Dear colleague,

The lines of your far-infrared HCl spectrum crowd together as $J$ rises because rotation stretches the bond. The leading measure of that crowding, the quartic constant $D_e$, is fixed by $B_e$ and $\omega_e$ alone. I derive this in two ways, show where anharmonicity first enters, and then put in numbers for H$^{35}$Cl.

## Premises and conventions

1. Born–Oppenheimer separation: the nuclei move on one mass-independent potential $V(r)$.
2. The state is $^1\Sigma$, so no electronic angular momentum enters. Nuclear hyperfine structure and external fields are ignored.
3. $V(r)$ has a minimum at $r_e$ with force constant $k=V''(r_e)>0$ and a power series about it.

Write the nuclear wavefunction as $r^{-1}u(r)Y_{JM}$. With reduced mass $\mu$ and $X\equiv J(J+1)$,

$$-\frac{\hbar^2}{2\mu}\frac{d^2u}{dr^2}+\left[V(r)+\frac{\hbar^2X}{2\mu r^2}\right]u=Eu .$$

All energies below are divided by $hc$ and given in cm$^{-1}$. Define

$$B_e=\frac{h}{8\pi^2c\mu r_e^2},\qquad \omega_e=\frac{1}{2\pi c}\sqrt{\frac{k}{\mu}},\qquad \xi=\frac{r-r_e}{r_e}.$$

Since $d/dr=r_e^{-1}d/d\xi$, the kinetic term becomes $-B_e\,d^2/d\xi^2$. The harmonic term $\tfrac12kr_e^2\xi^2/hc$ is $a_0\xi^2$, and inserting $k=\mu(2\pi c\omega_e)^2$ and $\mu r_e^2=h/8\pi^2cB_e$ gives $a_0=\omega_e^2/4B_e$. In the notation of Dunham (1932),

$$\hat H_J=-B_e\frac{d^2}{d\xi^2}+U_J(\xi),\qquad U_J=a_0\xi^2\,(1+a_1\xi+a_2\xi^2+\dots)+\frac{B_eX}{(1+\xi)^2}.$$

Two small parameters organise everything:

$$\gamma=\frac{2B_e}{\omega_e},\qquad \varepsilon=\frac{B_eX}{a_0}=\gamma^2X .$$

Note that $\omega_e=2a_0\gamma$ and $B_e=a_0\gamma^2$. The rotational terms are defined by $F_v(J)=B_vX-D_vX^2+H_vX^3+\dots$, with $B_v=B_e-\alpha_e(v+\tfrac12)+\dots$ and $D_v=D_e+\beta_e(v+\tfrac12)+\dots$

## First route: the minimum of the effective potential

Expand $(1+\xi)^{-2}=1-2\xi+3\xi^2-4\xi^3+\dots$ and divide by $a_0$:

$$\frac{U_J}{a_0}=\varepsilon+(\xi^2-2\varepsilon\xi)+(a_1\xi^3+3\varepsilon\xi^2)+\dots$$

The grouping anticipates that the stretch is of order $\varepsilon$, so the brackets are of order $\varepsilon^2$ and $\varepsilon^3$. The derivative vanishes where

$$2\xi-2\varepsilon+3a_1\xi^2+6\varepsilon\xi+O(\varepsilon^3)=0 .$$

Try $\xi_J=\varepsilon+s\,\varepsilon^2$. The first order balances, and the second requires $2s+3a_1+6=0$:

$$\xi_J=\varepsilon-\tfrac32(a_1+2)\,\varepsilon^2+O(\varepsilon^3).$$

The first bracket equals $(\xi-\varepsilon)^2-\varepsilon^2$, so the correction $s\varepsilon^2$ changes it only at order $\varepsilon^4$. In the second bracket $\xi=\varepsilon$ suffices. Hence

$$U_J(\xi_J)=a_0\left[\varepsilon-\varepsilon^2+(3+a_1)\,\varepsilon^3+O(\varepsilon^4)\right].$$

With $a_0\varepsilon=B_eX$ and $\varepsilon=\gamma^2X$ this is $B_eX-B_e\gamma^2X^2+B_e\gamma^4(3+a_1)X^3$, so that

$$\boxed{D_e=B_e\gamma^2=\frac{4B_e^3}{\omega_e^2}},\qquad H_e=\frac{16B_e^5}{\omega_e^4}\,(3+a_1).$$

The boxed result is the relation of Kratzer (1920). Stretching by $\varepsilon$ costs elastic energy $a_0\varepsilon^2$ and saves rotational energy $2a_0\varepsilon^2$, and the net gain is $D_eX^2$. No $a_i$ appears in it, because the cubic term is of third order in a stretch that is itself linear in $X$. In molecular parameters $hcD_e=\hbar^4/(2k\mu^2r_e^6)$, so among isotopologues $D_e\propto\mu^{-2}$.

## Second route: perturbation theory

Put $\xi=\sqrt\gamma\,q$. Because $B_e/\gamma=a_0\gamma=\omega_e/2$, the harmonic part is $\tfrac12\omega_e(-d^2/dq^2+q^2)$, with levels $\omega_e(v+\tfrac12)$ and $\langle v+1|q|v\rangle=\sqrt{(v+1)/2}$. The centrifugal term linear in $r-r_e$ is $W=-2B_eX\sqrt\gamma\,q$. Its diagonal element vanishes by parity. In second order it couples $v$ only to $v\pm1$, with denominators $\mp\omega_e$:

$$E^{(2)}=4B_e^2X^2\gamma\left[\frac{(v+1)/2}{-\omega_e}+\frac{v/2}{\omega_e}\right]=-\frac{2B_e^2\gamma}{\omega_e}X^2=-\frac{4B_e^3}{\omega_e^2}X^2 .$$

The push from the level above exceeds that from the level below by the same amount for every $v$. For the harmonic term plus $W$ alone the result is exact: completing the square gives $a_0(\xi-\varepsilon)^2-a_0\varepsilon^2$, a displaced oscillator with unchanged frequency.

## Why the two routes agree, and where anharmonicity enters

A classical minimum needs justifying for a molecule with zero-point motion. Fix $J$ and shift the origin to $\xi_J$, which leaves the kinetic operator unchanged. The problem is then an anharmonic oscillator whose constants depend on $\varepsilon$:

$$E_{vJ}=U_J(\xi_J)+\omega_J\,(v+\tfrac12)+\text{(anharmonic terms)},\qquad \omega_J=\sqrt{2B_eU_J''(\xi_J)} .$$

The formula for $\omega_J$ is $\omega_e^2=4B_ea_0$ with $a_0$ replaced by $U_J''/2$.

The size of the anharmonic terms follows from $J=0$. The quartic term contributes in first order $a_0a_2\gamma^2\langle q^4\rangle$, with $\langle q^4\rangle=\tfrac32(v+\tfrac12)^2+\tfrac38$. The cubic term $a_0a_1\gamma^{3/2}q^3$ has elements $\langle v+1|q^3|v\rangle=3[(v+1)/2]^{3/2}$ and $\langle v+3|q^3|v\rangle=[(v+1)(v+2)(v+3)/8]^{1/2}$. Its second-order energy is $-(a_0^2a_1^2\gamma^3/\omega_e)\,\Sigma$, where the prefactor equals $-B_ea_1^2/2$ and

$$\Sigma=\tfrac98\left[(v+1)^3-v^3\right]+\tfrac1{24}\left[(v+1)(v+2)(v+3)-v(v-1)(v-2)\right]=\tfrac{15}4(v+\tfrac12)^2+\tfrac7{16}.$$

Both contributions are of order $B_e$. Writing the coefficient of $(v+\tfrac12)^2$ as $-\omega_ex_e$,

$$\omega_ex_e=B_e\left(\tfrac{15}{8}a_1^2-\tfrac32a_2\right).$$

The three parts of $E_{vJ}$ therefore carry the prefactors $a_0$, $2a_0\gamma$ and $a_0\gamma^2$, each multiplying a power series in $\varepsilon$. The coefficient of $X^2$ collects the $\varepsilon^2$ term of each. The first part gives $-D_e$, the second a correction of relative order $\gamma$, and the third one of relative order $\gamma^2$. That is the precise sense in which the relation is independent of anharmonicity at leading order.

The order-$\gamma$ correction is easy to get. Differentiating twice,

$$\frac{U_J''}{2a_0}=1+3a_1\xi+6a_2\xi^2+3\varepsilon-12\varepsilon\xi+\dots$$

At $\xi_J$ this is $1+p\varepsilon+t\varepsilon^2$, with $p=3(1+a_1)$ and $t=-\tfrac92a_1^2-9a_1+6a_2-12$. The square root is $1+\tfrac12p\varepsilon+(\tfrac12t-\tfrac18p^2)\varepsilon^2$, so

$$\frac{\omega_J}{\omega_e}=1+\tfrac32(1+a_1)\,\varepsilon-\tfrac34K\varepsilon^2,\qquad K=\tfrac{19}2+9a_1+\tfrac92a_1^2-4a_2 .$$

Comparing with the definitions of $B_v$ and $D_v$, and using $\omega_e\gamma^2=2\gamma B_e$ and $\omega_e\gamma^4=2\gamma D_e$,

$$\alpha_e=-\frac{6B_e^2}{\omega_e}(1+a_1),\qquad \beta_e=\tfrac32\gamma K\,D_e .$$

So $F(J)=B_eX-D_eX^2$ describes the hypothetical vibrationless molecule. The levels you observe carry $B_0$ and $D_0$. Even a strictly harmonic potential has $K=19/2$, which comes from the higher terms of $(1+\xi)^{-2}$.

## An exactly solvable test

Take $V=a_0(1-1/\rho)^2$ with $\rho=r/r_e=1+\xi$. It equals $a_0\xi^2(1+\xi)^{-2}$, so $a_1=-2$, $a_2=3$ and $K=-5/2$. Divided by $B_e$, and with $\kappa=a_0/B_e=\gamma^{-2}$, the radial operator is $-d^2/d\rho^2-2\kappa/\rho+\ell(\ell+1)/\rho^2+\kappa$ with $\ell(\ell+1)=\kappa+X$. This is the Coulomb problem with non-integer $\ell$, and its eigenvalues are $\kappa-\kappa^2/(v+\ell+1)^2$. With $n=v+\tfrac12$ and $\ell+\tfrac12=\gamma^{-1}\sqrt{1+\varepsilon+\gamma^2/4}$,

$$\frac{E_{vJ}}{a_0}=1-\left[\gamma n+\sqrt{1+\varepsilon+\gamma^2/4}\right]^{-2}.$$

Expanding the bracket in $\gamma$ gives $(1+\varepsilon)^{-1}-2\gamma n(1+\varepsilon)^{-3/2}+\gamma^2(3n^2-\tfrac14)(1+\varepsilon)^{-2}$. The $\varepsilon^2$ coefficients of the three powers are $1$, $15/8$ and $3$, so

$$\frac{D_v}{D_e}=1-\tfrac{15}4\gamma n+\gamma^2\left(9n^2-\tfrac34\right)+O(\gamma^3).$$

The first two terms are those derived above, since $\tfrac32K=-\tfrac{15}4$. The third shows the next order explicitly, $\tfrac32\gamma^2$ for $v=0$. At leading order $E/a_0=\varepsilon/(1+\varepsilon)$, whose cubic coefficient is $1=3+a_1$ and whose series converges for $\varepsilon<1$.

## Range of validity

- **Rotation.** The expansion needs $\varepsilon\ll1$, that is $J\ll1/\gamma$. The sextic term in $F$ is the fraction $(3+a_1)\varepsilon$ of the quartic one.
- **Vibration.** The relation gives $D_e$, and $D_v$ differs from it by the fraction $\tfrac32\gamma K(v+\tfrac12)$. Near dissociation the series in $v$ fails altogether.
- **Higher order.** Terms of relative order $\gamma^2$, which involve $a_1$ to $a_4$, separate the fitted coefficient of $X^2$ from $4B_e^3/\omega_e^2$ even after extrapolation in $v$.
- **Electronic premises.** Breakdown of the Born–Oppenheimer separation is expected to alter the constants by a relative amount of order $m_e/\mu$. States with electronic spin or orbital angular momentum, or with a nearby perturbing state, lie outside the derivation.

## Illustration: the far-infrared lines of H$^{35}$Cl

I take typical approximate constants as given inputs: $B_e=10.593$, $\omega_e=2990.9$, $\alpha_e=0.3072$ and $\omega_ex_e=52.82$ cm$^{-1}$, with atomic masses of about 1.007825 u and 34.968853 u. Everything that follows is the model's output from these inputs, with intermediate values carried unrounded.

The masses give $\mu=0.9796$ u and, with $B_e$, $r_e=1.275$ Å. Next $a_0=2.111\times10^5$ cm$^{-1}$, $\gamma=7.083\times10^{-3}$, $\gamma^2=5.02\times10^{-5}$ and $1/\gamma=141$. The Kratzer relation yields

$$D_e=5.32\times10^{-4}\ \text{cm}^{-1}.$$

I stop at three figures. The ratio $m_e/\mu$ is $5.6\times10^{-4}$, and the $\gamma^2$ term, judged by the solvable potential at $v=0$, is of the size $7.5\times10^{-5}$. Both are relative changes that reach or approach the fourth figure.

At $J=10$ the leading stretch is $\varepsilon=110\,\gamma^2=0.0055$, or 0.0070 Å. The zero-point root-mean-square amplitude is $\sqrt{\gamma/2}=0.0595$ in the same units as $\varepsilon$, about ten times larger. The classical minimum thus works through the ordering in $\gamma$, and not because the bond length is sharp on the scale of the stretch.

Inverting the formulas for $\alpha_e$ and $\omega_ex_e$ gives $a_1=-1-\alpha_e\omega_e/6B_e^2=-2.365$ and $a_2=\tfrac54a_1^2-2\omega_ex_e/3B_e=3.665$. Then

$$K=9.5-21.28+25.16-14.66=-1.28,$$

so $\beta_e/D_e=-0.0136$ and $\beta_e=-7.2\times10^{-6}$ cm$^{-1}$. This is small by cancellation. A harmonic potential with the same $\gamma$ would give $\beta_e/D_e=0.10$, positive. For the ground state

$$B_0=10.439\ \text{cm}^{-1},\qquad D_0=D_e+\tfrac12\beta_e=5.28\times10^{-4}\ \text{cm}^{-1},$$

so $D_0$ lies 0.7 per cent below $D_e$. With $3+a_1=0.635$, $H_e=1.69\times10^{-8}$ cm$^{-1}$, which I use for $H_0$. The difference is of relative order $\gamma$ times a polynomial in the $a_i$, so the sextic entries below carry two figures.

A polar $^1\Sigma$ molecule absorbs with $J\to J+1$. Put $m=J+1$, so that $X$ goes from $m(m-1)$ to $m(m+1)$. The differences of $X$, $X^2$ and $X^3$ are $2m$, $4m^3$ and $6m^5+2m^3$:

$$\tilde\nu(m)=2B_0m-4D_0m^3+H_0\,(6m^5+2m^3).$$

| $m$ | $2B_0m$ (cm$^{-1}$) | quartic (cm$^{-1}$) | sextic (cm$^{-1}$) | sextic over size of quartic (%) |
|---|---|---|---|---|
| 5 | 104.4 | $-0.264$ | 0.00032 | 0.12 |
| 10 | 208.8 | $-2.11$ | 0.010 | 0.48 |
| 15 | 313.2 | $-7.13$ | 0.077 | 1.1 |
| 20 | 417.6 | $-16.9$ | 0.33 | 1.9 |

The rigid-rotor column has one decimal only. $B_0$ lacks terms of order $B_e\gamma^2=D_e$ times a polynomial in the $a_i$, and the line position multiplies these by $2m$.

Three practical points follow. First, a plot of $\tilde\nu/m$ against $m^2$ has intercept $2B_0$ and initial slope $-4D_0+2H_0$. Beyond $m\approx15$ the sextic term exceeds one per cent of the quartic one and more than rivals the step from $D_e$ to $D_0$, so fit $H_0$ as well. Second, do not feed the relation with ground-state quantities. Using $B_0$ and the fundamental $\omega_e-2\omega_ex_e=2885.3$ cm$^{-1}$ gives $5.47\times10^{-4}$ cm$^{-1}$, which is 3.6 per cent above the model's $D_0$. Third, for $m=1$ the quartic shift is only $4D_0=0.0021$ cm$^{-1}$ in size. The $^{35}$Cl quadrupole coupling constant, typically about 68 MHz in magnitude or 0.0023 cm$^{-1}$, splits that line on a comparable scale, so the lowest lines say little about $D_0$ unless the hyperfine pattern is modelled.

For the $J=9\to10$ line the model's position is 206.7 cm$^{-1}$. That is 2.1 cm$^{-1}$ below the rigid-rotor value, and all but about one per cent of the shift is set by $4B_e^3/\omega_e^2$.